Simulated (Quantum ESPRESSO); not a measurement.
# Moment and magnetic energy of FeSi-type CoSi against added charge from −0.3 to +0.3 e per Co (PBE)

The usual rule of thumb for metals is Stoner's: a moment forms once the density of states at the Fermi energy, multiplied by the exchange strength, exceeds one. Added charge shifts the Fermi energy, so it should be able to switch magnetism on in a nonmagnetic metal. We put this to the test for CoSi, where a moment induced by gating or doping would matter for spin transport. The PBE runs add or remove up to 0.3 electrons per Co against a uniform background, with the atoms held in place. The moment is the largest site spin reached from a parallel start, and the magnetic energy is measured against a run without spin polarisation at the same charge.

## How the numbers were made

One system, CoSi (FeSi-type, P2_13), 8 atom(s) a primitive cell, from cells typed from measured lattice constants. Quantum ESPRESSO 7.5, plane waves with GBRV 1.5 PBE pseudopotentials, cutoff 544 eV, Fermi-Dirac smearing of 0.05 eV, k meshes whose coarsest spacing along a reciprocal vector is 0.18 1/Å over all runs (2π included). Functional: PBE, no Hubbard U; collinear spins, no spin-orbit coupling. Atoms stay at fixed fractions of the cell and the mesh divisions are held. At each point the moments on Co are started parallel and without spin polarisation. Runs that did not converge or carry a known fault are not listed. The same in all rows: metal or insulator in the run from the parallel start, judged by its smearing entropy or density of states at the Fermi energy (a gap under a few smearing widths counts as a metal): metal.

Notes on method and selection:

- Each state is what a run reaches from typed starting moments; only a few collinear orders were started, so the lowest found need not be the ground state. Spin-orbit coupling is left out of these energies, which are free energies at the smearing width. A magnetic atom is one that was given a starting moment.
- Site moments count the spin inside each program's own atomic sphere, so they depend somewhat on its radius and leave out the spin between the spheres.
- Quantum ESPRESSO sets the radius of an element's spheres to about 0.41 of its shortest distance to a neighbour.
- A measured moment is set beside the table only where the run ends ferromagnetic and the measured order is ferromagnetic too.
- Runs that did not converge, have known faults or may not be shown are not listed, and runs on Ansatz's PAW sets soft_1 and soft_2 are kept to separate tables.

Columns:

- added charge (e per magnetic atom): electrons added per magnetic atom (negative: removed), balanced by a uniform background.
- net moment (μB): net spin moment of that run per magnetic atom.
- moment (μB): largest site spin moment reached from the parallel start.
- magnetic energy gain (meV): energy of the run without spin polarisation less that of the parallel start, per magnetic atom (positive: magnetism is favoured).

## Table of results

| member | added charge (e per magnetic atom) | net moment (μB) | moment (μB) | magnetic energy gain (meV) | remark |
| --- | --- | --- | --- | --- | --- |
| −0.3 e | −0.300 | 0.2965 | 0.3216 | 4.9453 |  |
| −0.225 e | −0.225 | ? | ? | ? |  |
| −0.15 e | −0.150 | 0.0419 | 0.04492 | −0.0253 | the parallel start ends with little or no moment |
| −0.075 e | −0.075 | ? | ? | ? |  |
| +0 e | 0.000 | 0.0000 | 2.64×10⁻⁵ | −0.0295 | the parallel start ends with little or no moment |
| +0.075 e | 0.075 | 0.0000 | 4.14×10⁻⁶ | −0.0295 | the parallel start ends with little or no moment |
| +0.15 e | 0.150 | 0.0000 | 2.12×10⁻⁵ | −0.0295 | the parallel start ends with little or no moment |
| +0.225 e | 0.225 | 0.0000 | 8.56×10⁻⁶ | −0.0294 | the parallel start ends with little or no moment |
| +0.3 e | 0.300 | 0.0003 | 2.64×10⁻⁴ | −0.0295 | the parallel start ends with little or no moment |

Cells marked ? are withheld until the estimate has been made.

Least-squares fits to the members shown, with x = added charge (e per magnetic atom); R² and errors in the fitted variable (y, or ln y where the fit is in ln y):

| y | members | fit | R² | rms residual | leave-one-out rms | the same for the mean of the others |
| --- | --- | --- | --- | --- | --- | --- |
| moment (μB) | 7 | y = −1.616×10⁻⁴ − 0.4412 x + 1.779 x² | 0.92 | 0.031 | 0.098 | 0.13 |
| magnetic energy gain (meV) | 7 | y = −0.2099 − 6.332 x + 28.95 x² | 0.85 | 0.68 | 2.2 | 2.0 (fit no better) |

## Reading the trend

The response is one-sided. The neutral cell and the four rows with added electrons end with no meaningful moment, whereas removing 0.3 e per Co gives a site moment of 0.3216 μB. At −0.15 e only 0.04492 μB is left, and that value is uncertain because the moment was still shrinking slowly through most of the self-consistency cycle. In both rows the net moment per Co is slightly smaller than the site moment, so the spin outside the Co spheres points, on balance, the other way.

Halving the removed charge from 0.3 to 0.15 e lowers the net moment by a factor of 0.2965 / 0.0419 = 7.1, so the moment is not simply proportional to the number of holes. Per removed electron it is 0.2965 / 0.300 = 0.99 μB at −0.3 e and 0.0419 / 0.150 = 0.28 μB at −0.15 e. The first ratio is what would result if nearly all the holes sat in one spin channel, though a single row is thin support for that picture.

The Stoner rule offers a reason. CoSi is a semimetal with few states at the Fermi energy, and removing electrons should lower that energy into flatter bands of mainly Co d character, where exchange gains more than the kinetic energy it costs. The density of states is not shown in the table, so this mechanism rests on the known band picture.

The nonmagnetic rows share an offset of about −0.0295 meV between the two kinds of run, which is numerical. Measured from it, the gain at −0.3 e is 4.9453 + 0.0295 = 4.97 meV per Co, and at −0.15 e only 0.004 meV. The larger gain is still small beside the 50 meV smearing, which itself tends to weaken a moment of this kind.

For a device, −0.3 e per Co means 4 × 0.3 = 1.2 electrons removed from each primitive cell, far more than a gate can draw from the bulk. The uniform background also leaves out the disorder and the change of bonding that chemical doping would bring.

## A prediction

Plain estimates from the members shown:

- −0.225 e, fit at x = −0.225: 0.1892 μB
- −0.225 e, straight-line interpolation between −0.3 e and −0.15 e: w = (−0.225 − (−0.300)) / (−0.150 − (−0.300)) = 0.500, so 0.3216 + 0.500 × (0.04492 − 0.3216) = 0.1833 μB
- −0.075 e, fit at x = −0.075: 0.04294 μB
- −0.075 e, straight-line interpolation between −0.15 e and +0 e: w = (−0.075 − (−0.150)) / (0.000 − (−0.150)) = 0.500, so 0.04492 + 0.500 × (2.64×10⁻⁵ − 0.04492) = 0.02247 μB

The parabola is unsuitable for either withheld moment: at +0.15 e it gives −0.0001616 − 0.4412 × 0.15 + 1.779 × 0.15² = −0.026 μB, where the run has none. Straight-line interpolation ignores how a moment grows from its onset. In the simplest Landau expansion, E = −a m² + b m⁴, the square of the moment is a / (2b), and it rises linearly with charge if a does.

For −0.225 e, halfway between two shown rows, this gives m² = (0.3216² + 0.04492²) / 2 = 0.0527, so m = 0.230 μB. Setting the uncertain moment at −0.15 e to zero would change this only to 0.3216 / √2 = 0.227 μB. One hole spin per removed electron, scaled to the site moment, would give 0.225 × 0.3216 / 0.2965 = 0.244 μB; the straight line gives 0.183 μB. These lie 0.244 − 0.230 = 0.014 μB above and 0.230 − 0.183 = 0.047 μB below our value, and half their sum, about 0.03 μB, is our error.

Continued to the neutral cell, the same line gives m² = 2 × 0.04492² − 0.3216² = −0.099. A negative square means no moment, as the run there finds. At −0.075 e it gives 1.5 × 0.04492² − 0.5 × 0.3216² = −0.049, so we expect zero there too. The error allows for a remnant of slow convergence, taken as the geometric mean of the largest leftover among the nonmagnetic rows and the moment at −0.15 e: √(0.000264 × 0.04492) = 0.003 μB.

**Committed estimate, −0.225 e: moment = 0.23 ± 0.03 μB.**  
**Committed estimate, −0.075 e: moment = 0.000 ± 0.003 μB.**

## The answer

| member | added charge (e per magnetic atom) | net moment (μB) | moment (μB) | magnetic energy gain (meV) | remark |
| --- | --- | --- | --- | --- | --- |
| −0.225 e | −0.225 | 0.1988 | 0.2143 | 1.4083 |  |
| −0.075 e | −0.075 | 0.0000 | 2.94×10⁻⁵ | −0.0295 | the parallel start ends with little or no moment |

| member | estimate | moment (μB) | computed | estimate − computed | miss in error bars |
| --- | --- | --- | --- | --- | --- |
| −0.225 e | committed | 0.2300 | 0.2143 | +0.01570 | 0.5 |
| −0.225 e | fit | 0.1892 | 0.2143 | −0.02513 |  |
| −0.225 e | interpolation | 0.1833 | 0.2143 | −0.03104 |  |
| −0.075 e | committed | 0.0000000 | 2.94×10⁻⁵ | −2.94×10⁻⁵ | 0.0 |
| −0.075 e | fit | 0.04294 | 2.94×10⁻⁵ | +0.04291 |  |
| −0.075 e | interpolation | 0.02247 | 2.94×10⁻⁵ | +0.02244 |  |

Both estimates fall inside their error bars and beat the fit and the straight-line interpolation. At −0.225 e we expected 0.23 μB and the run gives 0.2143 μB, a miss of half an error bar. At −0.075 e the moment vanishes, as expected.

The argument from an onset held: the moment rises steeply once it appears, so a straight line between the neighbouring rows comes out too low. The assumption that its square grows linearly with charge held only roughly. The square rises by 0.2143² − 0.04492² = 0.044 μB² from −0.15 to −0.225 e and by 0.3216² − 0.2143² = 0.058 μB² over the next equal step.

The energies show the same limit. With a constant quartic coefficient the gain would scale as m⁴ and grow by (0.3216 / 0.2143)⁴ = 5.1 between −0.225 and −0.3 e. With the numerical offset removed, it grows by (4.9453 + 0.0295) / (1.4083 + 0.0295) = 3.5. Either the quartic coefficient changes with band filling, as it can when the density of states varies near the Fermi energy, or terms of higher order in the moment matter.

The picture of one unpaired spin per hole is also only approached: the net moment per removed electron is 0.1988 / 0.225 = 0.88 μB, against 0.99 μB at −0.3 e.

## Members off the line

Least-squares fits to the whole series, with x = added charge (e per magnetic atom); R² and errors in the fitted variable (y, or ln y where the fit is in ln y):

| y | members | fit | R² | rms residual | leave-one-out rms | the same for the mean of the others |
| --- | --- | --- | --- | --- | --- | --- |
| moment (μB) | 9 | y = −0.008670 − 0.4485 x + 1.953 x² | 0.92 | 0.031 | 0.052 | 0.13 |
| magnetic energy gain (meV) | 9 | y = −0.3939 − 5.382 x + 28.73 x² | 0.80 | 0.70 | 1.5 | 1.8 |

Largest departures from the fit to the whole series:

| member | moment (μB) | fit | computed − fit | in rms residuals |
| --- | --- | --- | --- | --- |
| −0.15 e | 0.04492 | 0.1025 | −0.05763 | 1.8 |
| −0.075 e | 2.94×10⁻⁵ | 0.03595 | −0.03592 | 1.1 |
| +0.3 e | 2.64×10⁻⁴ | 0.03255 | −0.03229 | 1.0 |
| +0.15 e | 2.12×10⁻⁵ | −0.03200 | +0.03202 | 1.0 |

The largest departures come from the shape of the fit. A parabola cannot follow a moment that is zero over most of the range and then sets in steeply. It gives 0.036 μB at −0.075 e and 0.033 μB at +0.3 e, where the runs have practically none, and a meaningless −0.032 μB at +0.15 e.

The row at −0.15 e lies farthest off, 0.058 μB below the curve or 1.8 rms residuals. Its slow convergence cannot be the cause, because the moment was still shrinking and a smaller final value would widen the gap. The 0.05 eV smearing has the right sign, since it weakens a moment close to its onset, and may add to the misfit.

## Rules of thumb and their limits

In these PBE runs CoSi has no meaningful moment at the calculated charges from −0.075 to +0.3 e per Co, and a clear one at −0.225 and −0.3 e. The weak moment at −0.15 e leaves the exact onset open. Between −0.15 and −0.3 e, interpolating the square of the moment missed by 0.016 μB in its single test, about half the miss of a straight line.

For doping, replacing Co by Fe removes one electron per substituted atom. By electron count alone, the charge removed per Co therefore plays the part of the Fe fraction on the Co sites, but the moments in the table are not predictions for such alloys.

Two omitted effects stand in the way. Spin fluctuations, which PBE largely misses in weak itinerant magnets, would lower the ordered moment. Real Fe atoms bring a different local potential and disorder, which could shift it in either direction.
